**Q.** I have proton affinities for nine small molecules from a dispersion-corrected hybrid functional. Could I have guessed them with a pencil, and how well?

Gas-phase protonation of neutral singlet molecules at the most favourable site computed, with PySCF 2.14.0 at the wB97X-D3(BJ)/def2-TZVP level (integration grid level 2). Geometries and thermal terms are from PBE0-D3(BJ)/def2-SVP, with proton affinities and basicities at 298.15 K and 1 bar.

```csv
system,formula,site or bond (first listed),site proton affinity (kJ/mol),site gas phase basicity (kJ/mol),site electronic part (kJ/mol)
F,FH,F1,492.7,465.3,513.0
Cl,ClH,Cl1,568.1,541.5,585.3
F/C=C\F,C2H2F2,C2,672.9,644.5,694.8
OO,H2O2,O1,675.4,645.3,702.9
Cl[CH2][GeH3],CH5ClGe,Cl1,678.7,651.0,696.4
C=S,CH2S,S2,782.3,753.0,803.5
N[SiH2]F,FH4NSi,N1,840.4,810.3,871.6
COC=P,C2H5OP,P4,852.6,823.7,871.4
C1=CP1,C2H3P,P3,852.8,819.1,874.4
```

**A.** Roughly, if the proton lands on a lone pair. Molecules are written as SMILES, and the site is the protonated atom with its number among the non-hydrogen atoms. The proton affinity PA is −ΔH for B + H⁺ → BH⁺, the gas-phase basicity GB is −ΔG, and the electronic part is the same difference without vibration or temperature. Estimate PA first, because it spans 360 kJ/mol here while the other two columns follow it at nearly fixed distances.

**Q.** What decides PA?

**A.** The proton takes a share of an electron pair, and the molecule must then carry a positive charge. Split the reaction in thought: ionise B, give the electron to H⁺, and bind the H atom to B⁺, so that PA = D(B⁺–H) + IE(H) − IE(B), with D that bond energy and IE the ionisation energy. A loosely held pair therefore gives a large PA, as long as D changes little. Lone pairs are held less tightly from group 17 to group 15, where the nuclear charge is lower, and a larger atom or a non-hydrogen neighbour is more polarisable and spreads the charge. A larger atom also binds hydrogen more weakly, though, which lowers D and works the other way. This is argued from theory; the numbers show the order, for instance 678.7, 782.3 and 852.6 kJ/mol for substituted Cl, S and P, but do not separate the causes.

**Q.** How does that become a rule?

**A.** Give each of the three effects a constant step and add them. A least-squares fit to the eight lone-pair rows, leaving out the carbon site of F/C=C\F, gives after rounding to tens, in kJ/mol:

PA ≈ 500 + 100·(17 − group) + 60·(period − 2) + 110·s

Group and period are those of the site atom, and s is 1 if it has a non-hydrogen neighbour, otherwise 0. The constants trade against each other in the fit, so treat them as a recipe without physical meaning. The residuals of every row are in the output printed after this exchange.

**Q.** And the other two columns?

**A.** Add 22 kJ/mol to PA for the electronic part. The cation has a new bond and new bends whose zero-point energy must be paid for, and the enthalpy 5RT/2 = 6.2 kJ/mol of the free proton offsets part of that cost. The 22 is the mean of all nine rows, but the O and N rows average 29, which I would guess reflects stiffer new vibrations; that is untested.

Subtract 29 kJ/mol from PA for GB, again the mean of nine rows. The gap is T[S(H⁺) + S(B) − S(BH⁺)], with S the entropy, and the translational entropy of the proton supplies 32.5 kJ/mol of it. HF and HCl lie lowest because a linear molecule turns into a bent cation and gains a rotation: a rigid rotor with a rough cation shape gives 27.5 for HF, where PA − GB is 27.4 in the table. The calculation contains these same terms, so the match checks the book-keeping only.

**Q.** Work two rows for me.

**A.** Thioformaldehyde, C=S, is protonated at sulfur: group 16, period 3, s = 1.

PA ≈ 500 + 100 + 60 + 110 = 770 (table 782.3)

GB ≈ 770 − 29 = 741 (table 753.0)

electronic part ≈ 770 + 22 = 792 (table 803.5)

All three estimates are about 12 kJ/mol low, which for PA is 1.6 % of the table value. The offsets add almost no error of their own here. Now hydrogen peroxide, OO, at oxygen: group 16, period 2, s = 1.

PA ≈ 500 + 100 + 0 + 110 = 710 (table 675.4)

GB ≈ 710 − 29 = 681 (table 645.3)

This PA is 35 kJ/mol or 5 % too high, the largest miss among the fitted rows. My guess is that the neighbouring oxygen withdraws charge, which a single s ignores. The ether-type oxygen of COC=P, computed in the same way, has a PA 60 kJ/mol above that of OO, and the rule gives both the same number. Both worked rows were part of the fit.

**Q.** Then how accurate is it on a molecule it has not seen?

**A.** Worse than the fit suggests, since four constants rest on eight rows. The rms error of PA on those rows is 20 kJ/mol, against a standard deviation of 128 in the values themselves. Predicting each row from the other seven doubles it to 38, with a worst miss of 73. That is a fair figure for a new site that resembles the fitted ones.

Two sites that never entered the fit agree with this. The rule is 49 kJ/mol too high for the fluorine of F/C=C\F and 25 too low for that oxygen of COC=P. These errors are relative to the calculation, which itself lies up to about 20 kJ/mol above rough recalled measurements for HF, HCl and CH₂S, and close to the one for H₂O₂; a basis without diffuse functions tends to push small bases that way.

**Q.** Which term is the weakest?

**A.** The period step. It is 75 kJ/mol from HF to HCl, 107 from OO to C=S and only 12 from N[SiH2]F to COC=P, so one constant leaves nitrogen too low and phosphorus too high. The last two pairs also differ in their neighbours, so period and substituent are tangled. Among simple hydrides the step even changes sign in group 15: ammonia is a stronger gas-phase base than phosphine, because the weaker P–H bond outweighs the looser pair. The P rows are no ordinary phosphines either: one has a P=C bond with oxygen on the carbon, the other a three-membered ring. The first has a mirror plane as a neutral molecule but not as a cation. That could mean that its π bond takes part as well as the lone pair, or merely that the methyl group has turned.

**Q.** And carbon, with group 14?

**A.** There the rule gives 910 against 672.9 kJ/mol, 35 % too high. Carbon has no lone pair in F/C=C\F: the proton consumes the π bond and leaves FCH₂–CHF⁺, a carbocation stabilised by fluorine donation. This site still beats the fluorine lone pair by 111.5 kJ/mol, so the rule estimates a site, and misses the molecule when a double bond wins.

**Q.** Can I at least rank molecules with it?

**A.** Only coarsely. C1=CP1 and COC=P differ by 0.2 kJ/mol in PA and change places in GB, where the ring lies 4.6 lower, a gap too small for this level of theory to settle. Keep the rule to small molecules like those of the table, with the lone pair on an atom of groups 15 to 17 that has a non-hydrogen neighbour. Without such a neighbour only HF and HCl were fitted, and for water and ammonia the rule gives 600 and 700 kJ/mol, far below their measured values. Several alkyl groups should also raise PA beyond what the single step s allows. Within these limits, quote ±40 kJ/mol as a typical error and not a bound, and call no order between sites whose estimates lie closer than about 54 kJ/mol, which is what two independent errors of 38 combine to.

Numerical output:

```
All energies kJ/mol; table rounding 0.05 per value, 0.1 per difference
PA fits, 8 lone-pair rows (carbon site left out): constants | rms | leave-one-out rms, worst
 group, period, substituted: [498.9, 98.2, 62.9, 108.5] | 19.3 | 37.9, -73.0
 group, substituted: [530.4, 91.9, 127.4] | 35.6 | 58.1, +92.9
 electronegativity, substituted: [991.0, -128.0, 143.3] | 38.0 | 51.5, -112.4
Hand rule: PA = 500 + 100(17-group) + 60(period-2) + 110(substituted)
E = PA + 22, GB = PA - 29; row: rule PA, error PA (percent), error GB, error E
 F at F: 500, +7.3 (+1.5), +5.7, +9.0
 Cl at Cl: 560, -8.1 (-1.4), -10.5, -3.3
 F/C=C\F at C: 910, +237.1 (+35.2), +236.5, +237.2
 OO at O: 710, +34.6 (+5.1), +35.7, +29.1
 Cl[CH2][GeH3] at Cl: 670, -8.7 (-1.3), -10.0, -4.4
 C=S at S: 770, -12.3 (-1.6), -12.0, -11.5
 N[SiH2]F at N: 810, -30.4 (-3.6), -29.3, -39.6
 COC=P at P: 870, +17.4 (+2.0), +17.3, +20.6
 C1=CP1 at P: 870, +17.2 (+2.0), +21.9, +17.6
rms, 8 rows: PA 19.6, GB 20.3, E 20.6; PA span 360.1, std 128.4
Unfitted site F of F/C=C\F: PA 561.4, rule 610, error +48.6; below best site by 111.5
Unfitted site O of COC=P: PA 735.4, rule 710, error -25.4; below best site by 117.2
Ring-opening C site of C1=CP1: PA 819.0, below P site by 33.8
Period steps: F to Cl 75.4, O to S 106.9, N to P 12.2
Substituent steps: at Cl 110.6, at F 68.7; two O sites differ by 60.0
Close pairs PA, GB: C1=CP1 - COC=P +0.2, -4.6; OO - F/C=C\F +2.5, +0.8; Ge row - OO +3.3, +5.7
PA above rough recalled measurements (480, 560, 670, 760): F +13, Cl +8, OO +5, C=S +22
RT 2.48, 5RT/2 6.20, RT ln2 1.72, T S(H+) 32.48
row: E-PA, E-PA+5RT/2 | PA-GB, T S(H+) with symmetry, table minus that
 F: 20.3, 26.5 | 27.4, 34.2, -6.8
 Cl: 17.2, 23.4 | 26.6, 34.2, -7.6
 F/C=C\F: 21.9, 28.1 | 28.4, 30.8, -2.4
 OO: 27.5, 33.7 | 30.1, 30.8, -0.7
 Cl[CH2][GeH3]: 17.7, 23.9 | 27.7, 32.5, -4.8
 C=S: 21.2, 27.4 | 29.3, 30.8, -1.5
 N[SiH2]F: 31.2, 37.4 | 30.1, 32.5, -2.4
 COC=P: 18.8, 25.0 | 28.9, 32.5, -3.6
 C1=CP1: 21.6, 27.8 | 33.7, 34.2, -0.5
E-PA mean 21.9, std 4.4; O and N 29.4, others 19.8 std 1.8
PA-GB mean 29.1, std 2.0; 7 polyatomics mean 29.7, std 1.8
7 polyatomics after symmetry: remainder mean -2.2, std 1.4
HF linear to bent: entropy gain times T 5.0, PA-GB rigid rotor 27.5, table 27.4
HCl linear to bent: entropy gain times T 5.7, PA-GB rigid rotor 26.8, table 26.6
```
